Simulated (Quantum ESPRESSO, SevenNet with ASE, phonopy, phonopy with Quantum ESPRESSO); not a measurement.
# Highest zone-centre mode of rocksalt LiF against volume, with PBE and SevenNet-0

Stretching the bonds of LiF by under three per cent takes about two fifths off the force constant of its optical vibration. Why should a strongly bound ionic crystal soften so fast? The mode is the threefold degenerate T1u vibration, in which the Li and F sublattices move against each other. Its response to volume is one measure of the anharmonicity that also governs thermal expansion, heat conduction and the drift of infrared absorption with temperature. The harmonic frequency, without the macroscopic field, is calculated at fixed volumes with PBE and with the machine-learned potential SevenNet-0. Volumes are scaled from each level's own static V0. The mode Grüneisen parameter γ is minus the slope of ln ω against ln V, so a positive γ means softening on expansion.

## Systems and settings

One crystal, LiF (rocksalt), taken from a measured cell of the Crystallography Open Database (known phase), directly or through a relaxation at another level, and relaxed at each level to its static volume V0; then scaled volumes, with shape and atoms relaxed at fixed volume where symmetry leaves them free. Quantum ESPRESSO 7.5 rows: plane waves at 45 Ry, no spin, finite atomic displacements in 3×3×3 supercells with phonopy 4.10. Machine-learned potentials: finite atomic displacements of 0.04 Å in 4×4×4 supercells with phonopy 4.10. The same in all rows: lowest frequency along the high-symmetry path, interpolated; zero means stable, negative imaginary: 0.0 cm⁻¹.

Notes on method and selection:

- Minus the slope of ln ω against ln V is the mode Grüneisen parameter.
- Harmonic values at the static lattice; measured values carry thermal expansion and anharmonic shifts at their temperature.
- SevenNet-0 is a published machine-learned interatomic potential trained on PBE and PBE+U data; it has no electrons, no dipole term and hence no LO-TO splitting.
- Runs that did not converge, have known faults or may not be shown are not listed, and runs on Ansatz's PAW sets soft_1 and soft_2 are kept to separate tables.

Columns:

- volume (Å³): volume per atom.
- pressure (GPa): static pressure at that volume, compression positive.
- highest Γ mode (cm⁻¹): highest optical mode at the zone centre, without the macroscopic field (no LO-TO term).

## Results

| member | level of theory | volume (Å³) | pressure (GPa) | highest Γ mode (cm⁻¹) |
| --- | --- | --- | --- | --- |
| V/V0 = 0.97 | PBE, GBRV (Quantum ESPRESSO) | 8.148 | 2.20 | 295.8 |
| V/V0 = 0.985 | PBE, GBRV (Quantum ESPRESSO) | 8.274 | 1.07 | 282.8 |
| V/V0 = 1 | PBE, GBRV (Quantum ESPRESSO) | 8.400 | ? | ? |
| V/V0 = 1.015 | PBE, GBRV (Quantum ESPRESSO) | 8.526 | −0.96 | 257.3 |
| V/V0 = 1.03 | PBE, GBRV (Quantum ESPRESSO) | 8.652 | −1.86 | 244.8 |
| V/V0 = 1.05 | PBE, GBRV (Quantum ESPRESSO) | 8.820 | −2.95 | 228.1 |
| V/V0 = 0.97 | SevenNet-0 | 8.284 | 1.65 | 246.0 |
| V/V0 = 0.985 | SevenNet-0 | 8.412 | 0.80 | 233.7 |
| V/V0 = 1 | SevenNet-0 | 8.540 | 0.01 | 224.0 |
| V/V0 = 1.015 | SevenNet-0 | 8.668 | −0.72 | 214.8 |
| V/V0 = 1.03 | SevenNet-0 | 8.796 | −1.41 | 205.8 |
| V/V0 = 1.05 | SevenNet-0 | 8.967 | −2.30 | 194.0 |

Cells marked ? are withheld until the estimate has been made.

Least-squares fits to the members shown, with x = volume (Å³); R² and errors in the fitted variable (y, or ln y where the fit is in ln y):

| y | level of theory | members | fit | R² | rms residual | leave-one-out rms | the same for the mean of the others |
| --- | --- | --- | --- | --- | --- | --- | --- |
| highest Γ mode (cm⁻¹) | PBE, GBRV (Quantum ESPRESSO) | 5 | ln y = 12.5385 − 3.26300 ln x | 1.00 | 0.0038 | 0.0075 | 0.12 |
| highest Γ mode (cm⁻¹) | SevenNet-0 | 6 | ln y = 11.7545 − 2.95684 ln x | 1.00 | 0.0019 | 0.0032 | 0.094 |

## Mechanism

At both levels the frequency falls at every step of expansion. With PBE it drops from 295.8 to 228.1 cm⁻¹ between V/V0 = 0.97 and 1.05. The force constant goes as ω², so it shrinks to (228.1 / 295.8)² = 0.59 of its value, while the bond grows only by the factor (8.820 / 8.148)^(1/3) = 1.027.

The accepted explanation is a partial cancellation of two terms. Short-range repulsion between the ions restores the sublattices to their places; the dipole field set up by their displacement pulls them further apart. The repulsion dies off roughly exponentially with distance, the dipole term only about as 1/V, so their difference falls faster, in relative terms, than the repulsion alone. As the difference shrinks, its relative change grows, and γ should rise with volume. The PBE rows behave in this way: γ is ln(295.8 / 282.8) / ln(8.274 / 8.148) = 2.9 over the first interval and ln(244.8 / 228.1) / ln(8.820 / 8.652) = 3.7 over the last. The Born charges that would size the dipole term are not tabled.

The fitted averages, 3.26 with PBE and 2.96 with SevenNet-0, agree to about 10 per cent. The agreement is looser in detail. By the same formula as for PBE, SevenNet-0 gives about 3.3 over its first interval, about 2.8 over each of the next two and about 3.1 over the last, so it lacks the steady rise. Its first step, 246.0 − 233.7 = 12.3 cm⁻¹ against 233.7 − 224.0 = 9.7 cm⁻¹ for the next, looks like unevenness in the curvature of the learned energy surface rather than a property of LiF.

The frequencies themselves agree less well than γ. At nearly equal volume, SevenNet-0 gives 224.0 cm⁻¹ (8.540 Å³) and PBE 257.3 cm⁻¹ (8.526 Å³), so the larger V0 of the potential is not the main source of its softness. Too small a curvature is a common fault of general-purpose potentials trained largely on structures near equilibrium, and may be the cause here.

## An estimate before looking

Plain estimates from the members shown:

- V/V0 = 1 (PBE, GBRV (Quantum ESPRESSO)), fit at x = 8.400: 268.8 cm⁻¹
- V/V0 = 1 (PBE, GBRV (Quantum ESPRESSO)), geometric interpolation between V/V0 = 0.985 and V/V0 = 1.015: w = (8.400 − 8.274) / (8.526 − 8.274) = 0.500, so 282.8 × (257.3 / 282.8)^0.500 = 269.7 cm⁻¹
- V/V0 = 1 (PBE, GBRV (Quantum ESPRESSO)), from its own SevenNet-0 value plus the mean shift PBE, GBRV (Quantum ESPRESSO) − SevenNet-0 over the other 5 members (+42.9, standard deviation 6.0): 224.0 + 42.9 = 266.9 cm⁻¹

The missing PBE member lies midway between two calculated neighbours, so interpolation is the natural route. The power-law fit, 268.8 cm⁻¹, imposes one γ on a series whose γ rises, and therefore runs too low in the middle. The shift from SevenNet-0 is weaker still, because the difference between the levels falls from 49.8 to 34.1 cm⁻¹ along the series.

In PBE the frequency is almost linear in volume itself. The successive slopes are (282.8 − 295.8) / (8.274 − 8.148) = −103, (257.3 − 282.8) / (8.526 − 8.274) = −101, (244.8 − 257.3) / (8.652 − 8.526) = −99 and (228.1 − 244.8) / (8.820 − 8.652) = −99 cm⁻¹ per Å³. A straight line between the neighbours gives (282.8 + 257.3) / 2 = 270.05 cm⁻¹, slightly above the geometric interpolation of 269.7 cm⁻¹.

The same linear rule can be tried on the three inner PBE members, each from its nearest shown neighbours. At V/V0 = 0.985 it gives 295.8 + (257.3 − 295.8) × (8.274 − 8.148) / (8.526 − 8.148) = 283.0 against 282.8 cm⁻¹. At 1.015 it gives 282.8 + (244.8 − 282.8) × (8.526 − 8.274) / (8.652 − 8.274) = 257.5 against 257.3 cm⁻¹, and at 1.03 it meets the computed 244.8 cm⁻¹. For SevenNet-0 at V/V0 = 1 it gives (233.7 + 214.8) / 2 = 224.25 against 224.0 cm⁻¹. The typical miss is 0.2 cm⁻¹, which is taken as the error. The slight flattening of the PBE slope would lower the midpoint by only about 0.1 cm⁻¹, within that error, and the estimate is rounded to 270.0 cm⁻¹.

**Committed estimate, V/V0 = 1 (PBE, GBRV (Quantum ESPRESSO)): highest Γ mode = 270.0 ± 0.2 cm⁻¹.**

## Result

| member | level of theory | volume (Å³) | pressure (GPa) | highest Γ mode (cm⁻¹) |
| --- | --- | --- | --- | --- |
| V/V0 = 1 | PBE, GBRV (Quantum ESPRESSO) | 8.400 | 0.02 | 270.0 |

| member | estimate | highest Γ mode (cm⁻¹) | computed | estimate − computed | miss in error bars |
| --- | --- | --- | --- | --- | --- |
| V/V0 = 1 (PBE, GBRV (Quantum ESPRESSO)) | committed | 270.0 | 270.0 | 0.0 | 0.0 |
| V/V0 = 1 (PBE, GBRV (Quantum ESPRESSO)) | fit | 268.8 | 270.0 | −1.2 |  |
| V/V0 = 1 (PBE, GBRV (Quantum ESPRESSO)) | interpolation | 269.7 | 270.0 | −0.3 |  |
| V/V0 = 1 (PBE, GBRV (Quantum ESPRESSO)) | shift from SevenNet-0 | 266.9 | 270.0 | −3.1 |  |

The computed value is 270.0 cm⁻¹, equal to the estimate at the printed precision and so inside the error bar of 0.2 cm⁻¹. All three plain estimates came out too low: the geometric interpolation by 0.3, the power-law fit by 1.2 and the shift from SevenNet-0 by 3.1 cm⁻¹.

The argument that held is that the PBE frequency is nearly linear in volume over short intervals. The transfer from SevenNet-0 failed for the expected reason: the gap between the levels is 46.0 cm⁻¹ at V/V0 = 1, not the average of 42.9, because it narrows on expansion and the other five members lie, on average, at a larger volume.

With the new row, γ in PBE, taken from neighbouring members as before, rises over the five successive intervals as roughly 2.9, 3.1, 3.2, 3.4 and 3.7. This is the behaviour expected when a restoring force is the difference between repulsion and a dipole term that decays more slowly. The interpolation itself tests only the smoothness of the curve, not the size of either term.

## Members off the line

Least-squares fits to the whole series, with x = volume (Å³); R² and errors in the fitted variable (y, or ln y where the fit is in ln y):

| y | level of theory | members | fit | R² | rms residual | leave-one-out rms | the same for the mean of the others |
| --- | --- | --- | --- | --- | --- | --- | --- |
| highest Γ mode (cm⁻¹) | PBE, GBRV (Quantum ESPRESSO) | 6 | ln y = 12.5565 − 3.27110 ln x | 1.00 | 0.0038 | 0.0071 | 0.10 |
| highest Γ mode (cm⁻¹) | SevenNet-0 | 6 | ln y = 11.7545 − 2.95684 ln x | 1.00 | 0.0019 | 0.0032 | 0.094 |

Largest departures from the fit to the whole series:

| member | level of theory | highest Γ mode (cm⁻¹) | fit | computed − fit | computed / fit | in rms residuals (of ln y) |
| --- | --- | --- | --- | --- | --- | --- |
| V/V0 = 0.985 | SevenNet-0 | 233.7 | 234.5 | −0.8 | 1.00 | 1.7 |
| V/V0 = 1.05 | PBE, GBRV (Quantum ESPRESSO) | 228.1 | 229.3 | −1.2 | 0.99 | 1.4 |
| V/V0 = 0.97 | SevenNet-0 | 246.0 | 245.4 | +0.6 | 1.00 | 1.3 |
| V/V0 = 0.97 | PBE, GBRV (Quantum ESPRESSO) | 295.8 | 297.2 | −1.4 | 1.00 | 1.3 |

The largest departures are below one per cent, and they have different origins at the two levels.

In PBE both end members lie under the fit, by 1.4 cm⁻¹ at V/V0 = 0.97 and 1.2 cm⁻¹ at 1.05, while the member at V/V0 = 1 lies about 1 cm⁻¹ above it. That pattern is curvature: a power law has a single γ, whereas the computed γ grows with volume. The fault is in the fitted form, not in the two end members.

In SevenNet-0 the two most compressed members depart in opposite directions, +0.6 cm⁻¹ at V/V0 = 0.97 and −0.8 cm⁻¹ at 0.985. A γ that changes steadily would not give this, since the local value drops from 3.3 to 2.8 between the first two intervals and then recovers only in part. The zero-point energy, not tabled here, sums over the modes of the whole zone and also falls unusually fast over the first interval. The unevenness is therefore not confined to this one vibration, and uneven curvature of the learned energy surface is its likeliest source.

## Conclusions

Around V0 the mode Grüneisen parameter is ln(282.8 / 257.3) / ln(8.526 / 8.274) = 3.15 with PBE and ln(233.7 / 214.8) / ln(8.668 / 8.412) = 2.81 with SevenNet-0. The levels agree on strong softening, but differ by about a tenth in γ and more in frequency.

For use with pressure, the PBE mode stiffens by (282.8 − 257.3) / (1.07 + 0.96) = 12.6 cm⁻¹ per GPa. SevenNet-0 gives (233.7 − 214.8) / (0.80 + 0.72) = 12.4, a close match that arises because its lower frequency and γ are offset by a more compressible lattice.

Between V/V0 = 0.97 and 1.05, a further PBE member can be interpolated linearly from close neighbours to about 0.2 cm⁻¹. The omitted macroscopic field would raise the longitudinal mode well above the tabled frequency and leave the transverse pair in place.
